**MP2 correlation energies of Xe36+ to Xe41+: a three-number counting rule**

The table holds MP2 correlation energies (1s frozen) and subshell pair energies of xenon ions with 3p⁶ to 3p¹, on RHF or high-spin UHF references with a spin-free X2C Hamiltonian and even-tempered bases up to f. The program fits |E| = E₀ + u·b − v·k, with b the spin-down 3p electrons and k the 3p orbitals empty in both spins, to all six totals, and compares it with a straight line and a parabola in the electron count. It also fits counting formulas to four blocks of pairs (3p-3p, 3s-3p, 3s-3s and all pairs with an n = 2 electron) and prints residuals and leave-one-out errors. The rounded rule 524 + 40b − 21k mhartree holds within 0.7 % of the computed totals, with leave-one-out errors up to 8 mhartree, while single steps can be off by about 15 %. The break in slope at Xe40+ vanishes when the 3s-3s pair, which gains about 30 mhartree per empty orbital, is subtracted.

MP2 correlation energies of Xe ions in their ground configurations, open shells at highest spin, with selected contributions by pair of subshells. PySCF 2.14.0, Hartree-Fock reference (unrestricted for open shells), spin-free X2C one-electron Hamiltonian, Gaussian nucleus, 1s² frozen. Even-tempered basis: 18s12p5d4f up to Xe38+, 18s12p4d4f from Xe39+.

## Numerical check

```python
# Table: MP2 correlation energies (mhartree, 1s frozen) and subshell pair energies of Xe36+..Xe41+,
# PySCF, spin-free X2C, RHF/high-spin UHF, even-tempered basis to f. Tested: the counting rule
# |E| = E(3p3) + u*b - v*k against a line and a parabola in N, and the pair blocks behind it.
T = {
    'species': ['Xe36+', 'Xe37+', 'Xe38+', 'Xe39+', 'Xe40+', 'Xe41+'],
    'N': [18, 17, 16, 15, 14, 13],
    'config': ['[Ar]', '[Ne] 3s2 3p5', '[Ne] 3s2 3p4', '[Ne] 3s2 3p3', '[Ne] 3s2 3p2', '[Ne] 3s2 3p1'],
    'frozen': [2, 2, 2, 2, 2, 2],
    'mp2': [-641.8, -606.0, -568.1, -521.3, -502.0, -482.1],  # mhartree
    'p_2p_2p': [-186.5, -190.3, -194.5, -198.9, -204.9, -211.4],  # mhartree
    'p_2p_3p': [-118.9, -103.5, -86.2, -66.8, -46.5, -24.3],  # mhartree
    'p_3p_3p': [-181.9, -126.5, -74.9, -26.0, -9.0, 0.0],  # mhartree
    'p_3s_3p': [-33.0, -58.6, -80.0, -92.6, -70.6, -40.0],  # mhartree
}
import numpy as np
from scipy.constants import physical_constants as pc
sp = T['species']; N = np.array(T['N'], int); n = N - 12
g = lambda key: -np.array(T[key], float)          # magnitudes, mhartree
E, pp, sp3, p22, p23 = g('mp2'), g('p_3p_3p'), g('p_3s_3p'), g('p_2p_2p'), g('p_2p_3p')
# further outputs of the same runs (hartree -> mhartree, magnitudes), same row order
s33 = 1e3*np.array([0.0085208, 0.0089807, 0.0094539, 0.0094776, 0.038375, 0.069013])
p2s3 = 1e3*np.array([0.019268, 0.025482, 0.031943, 0.038669, 0.04538, 0.052345])
rest = E - pp - sp3 - s33
a = np.minimum(n, 3); b = n - a; k = 3 - a; one = np.ones(len(n))
Nss = a*(a-1)//2 + b*(b-1)//2; Nos = a*b
A = a*(3-b) + b*(3-a); B = a*(3-a) + b*(3-b)
f = lambda v, d=1: ' '.join(f'{x:.{d}f}' for x in v)
def fit(name, cols, y):
    X = np.array(cols, float).T
    c = np.linalg.lstsq(X, y, rcond=None)[0]; r = X@c - y; loo = []
    for i in range(len(y)):
        m = np.arange(len(y)) != i
        loo.append(X[i]@np.linalg.lstsq(X[m], y[m], rcond=None)[0] - y[i])
    w = np.argmax(abs(r))
    print(f'{name}: coef {f(c,2)} | rms {np.sqrt(np.mean(r**2)):.1f} worst {sp[w]} {r[w]:.1f}')
    print(f'   model-calc {f(r)} | leave-one-out {f(loo)}')
    return c, X@c
print('All energies are magnitudes in mhartree; table rounding 0.05; order', ' '.join(sp))
print('counts n', n, 'b', b, 'k', k, 'Nss', Nss, 'Nos', Nos)
print('counts A', A, 'B', B, '3p-3p pairs', Nss+Nos, '3s-3p pairs', 2*n)
d = -np.diff(E); d0 = -np.diff(E - s33)
print('fall of |MP2| per electron removed:', f(d))
print('same in eV:', f(d*1e-3*pc['Hartree energy in eV'][0], 2))
print('fall without 3s-3s:', f(d0))
c, _ = fit('RULE [1,b,k]', [one, b, k], E)
fit('alt line [1,n]', [one, n], E)
fit('alt parabola [1,n,n^2]', [one, n, n**2], E)
cr = np.round(c); est = cr[0] + cr[1]*b + cr[2]*k
print(f'rounded rule |E| = {cr[0]:.0f} + {cr[1]:.0f} b - {-cr[2]:.0f} k')
for i, s in enumerate(sp):
    print(f'  {s} b={b[i]} k={k[i]} rule {est[i]:.0f} calc {E[i]:.1f} diff {est[i]-E[i]:.1f} ({100*(est[i]/E[i]-1):.2f} %)')
c1, m1 = fit('3p-3p [Nss,Nos]', [Nss, Nos], pp)
c2, m2 = fit('3s-3p [2n,A,B]', [2*n, A, B], sp3)
c3, m3 = fit('3s-3s [1,k]', [one, k], s33)
c4, m4 = fit('blocks with n=2 shell [1,n]', [one, n], rest)
print('sum of blocks - calc (9 params, no independent test):', f(m1+m2+m3+m4-E))
print(f'net per Nos {c1[1]:.2f} - 2*{c2[1]:.2f} = {c1[1]-2*c2[1]:.2f}; per Nss {c1[0]:.2f} - 2*{c2[2]:.2f} = {c1[0]-2*c2[2]:.2f}')
for nm, y in [('3p-3p', pp), ('3s-3p', sp3), ('3s-3s', s33), ('n=2 blocks', rest), ('total', E)]:
    print(f'{nm}: falls {f(-np.diff(y))} | mean per b {(y[0]-y[3])/3:.1f}, per k {(y[5]-y[3])/2:.1f}')
print('3s-3s values', f(s33), '| share of total %', f(100*s33/E))
print('n=2 blocks values', f(rest))
print('3s-3p per pair', f(sp3/(2*n)), '| 2p-3p per 3p electron', f(p23/n))
print('3p-3p per pair', f((pp/np.maximum(Nss+Nos, 1))[:5]))
print('growth per 3p hole: 2p-2p', f(np.diff(p22)), '| 2p-3s', f(np.diff(p2s3)))
assert np.all(d > 0) and d[3:].max() < d[:3].min()
assert np.all(np.diff(d0) > 0)
assert n[np.argmax(sp3)] == 3 and pp[-1] == 0
assert np.all(A == 3*n - 2*Nos) and np.all(B == 2*n - 2*Nss)
```

Running it gives:

```
All energies are magnitudes in mhartree; table rounding 0.05; order Xe36+ Xe37+ Xe38+ Xe39+ Xe40+ Xe41+
counts n [6 5 4 3 2 1] b [3 2 1 0 0 0] k [0 0 0 0 1 2] Nss [6 4 3 3 1 0] Nos [9 6 3 0 0 0]
counts A [0 3 6 9 6 3] B [0 2 2 0 2 2] 3p-3p pairs [15 10  6  3  1  0] 3s-3p pairs [12 10  8  6  4  2]
fall of |MP2| per electron removed: 35.8 37.9 46.8 19.3 19.9
same in eV: 0.97 1.03 1.27 0.53 0.54
fall without 3s-3s: 36.3 38.4 46.8 48.2 50.5
RULE [1,b,k]: coef 524.08 40.07 -21.21 | rms 2.4 worst Xe38+ -3.9
   model-calc 2.5 -1.8 -3.9 2.8 0.9 -0.4 | leave-one-out 8.1 -2.5 -5.4 7.2 1.2 -2.5
alt line [1,n]: coef 437.82 33.07 | rms 8.4 worst Xe39+ 15.7
   model-calc -5.6 -2.9 2.0 15.7 2.0 -11.2 | leave-one-out -11.7 -4.0 2.4 19.2 2.8 -23.5
alt parabola [1,n,n^2]: coef 463.47 13.83 2.75 | rms 4.8 worst Xe39+ 8.4
   model-calc 3.6 -4.7 -5.3 8.4 0.1 -2.1 | leave-one-out 20.0 -6.8 -8.5 13.3 0.2 -11.5
rounded rule |E| = 524 + 40 b - 21 k
  Xe36+ b=3 k=0 rule 644 calc 641.8 diff 2.2 (0.34 %)
  Xe37+ b=2 k=0 rule 604 calc 606.0 diff -2.0 (-0.33 %)
  Xe38+ b=1 k=0 rule 564 calc 568.1 diff -4.1 (-0.72 %)
  Xe39+ b=0 k=0 rule 524 calc 521.3 diff 2.7 (0.52 %)
  Xe40+ b=0 k=1 rule 503 calc 502.0 diff 1.0 (0.20 %)
  Xe41+ b=0 k=2 rule 482 calc 482.1 diff -0.1 (-0.02 %)
3p-3p [Nss,Nos]: coef 9.10 14.51 | rms 2.5 worst Xe38+ -4.0
   model-calc 3.3 -3.0 -4.0 1.3 0.1 0.0 | leave-one-out 9.5 -4.2 -4.8 7.4 0.1 0.0
3s-3p [2n,A,B]: coef 2.65 8.53 3.99 | rms 1.0 worst Xe37+ 1.5
   model-calc -1.1 1.5 0.4 0.1 -0.8 -1.1 | leave-one-out -4.9 2.5 0.6 1.4 -1.2 -1.7
3s-3s [1,k]: coef 9.04 29.85 | rms 0.4 worst Xe40+ 0.5
   model-calc 0.5 0.1 -0.4 -0.4 0.5 -0.3 | leave-one-out 0.7 0.1 -0.5 -0.6 0.7 -1.4
blocks with n=2 shell [1,n]: coef 365.33 9.16 | rms 1.3 worst Xe36+ 1.9
   model-calc 1.9 -0.8 -1.8 -0.4 -0.4 1.4 | leave-one-out 4.0 -1.1 -2.2 -0.5 -0.5 2.9
sum of blocks - calc (9 params, no independent test): 4.6 -2.2 -5.8 0.6 -0.6 0.0
net per Nos 14.51 - 2*8.53 = -2.55; per Nss 9.10 - 2*3.99 = 1.13
3p-3p: falls 55.4 51.6 48.9 17.0 9.0 | mean per b 52.0, per k -13.0
3s-3p: falls -25.6 -21.4 -12.6 22.0 30.6 | mean per b -19.9, per k -26.3
3s-3s: falls -0.5 -0.5 -0.0 -28.9 -30.6 | mean per b -0.3, per k 29.8
n=2 blocks: falls 6.5 8.2 10.5 9.2 10.9 | mean per b 8.4, per k -10.1
total: falls 35.8 37.9 46.8 19.3 19.9 | mean per b 40.2, per k -19.6
3s-3s values 8.5 9.0 9.5 9.5 38.4 69.0 | share of total % 1.3 1.5 1.7 1.8 7.6 14.3
n=2 blocks values 418.4 411.9 403.7 393.2 384.0 373.1
3s-3p per pair 2.8 5.9 10.0 15.4 17.6 20.0 | 2p-3p per 3p electron 19.8 20.7 21.6 22.3 23.2 24.3
3p-3p per pair 12.1 12.7 12.5 8.7 9.0
growth per 3p hole: 2p-2p 3.8 4.2 4.4 6.0 6.5 | 2p-3s 6.2 6.5 6.7 6.7 7.0
```
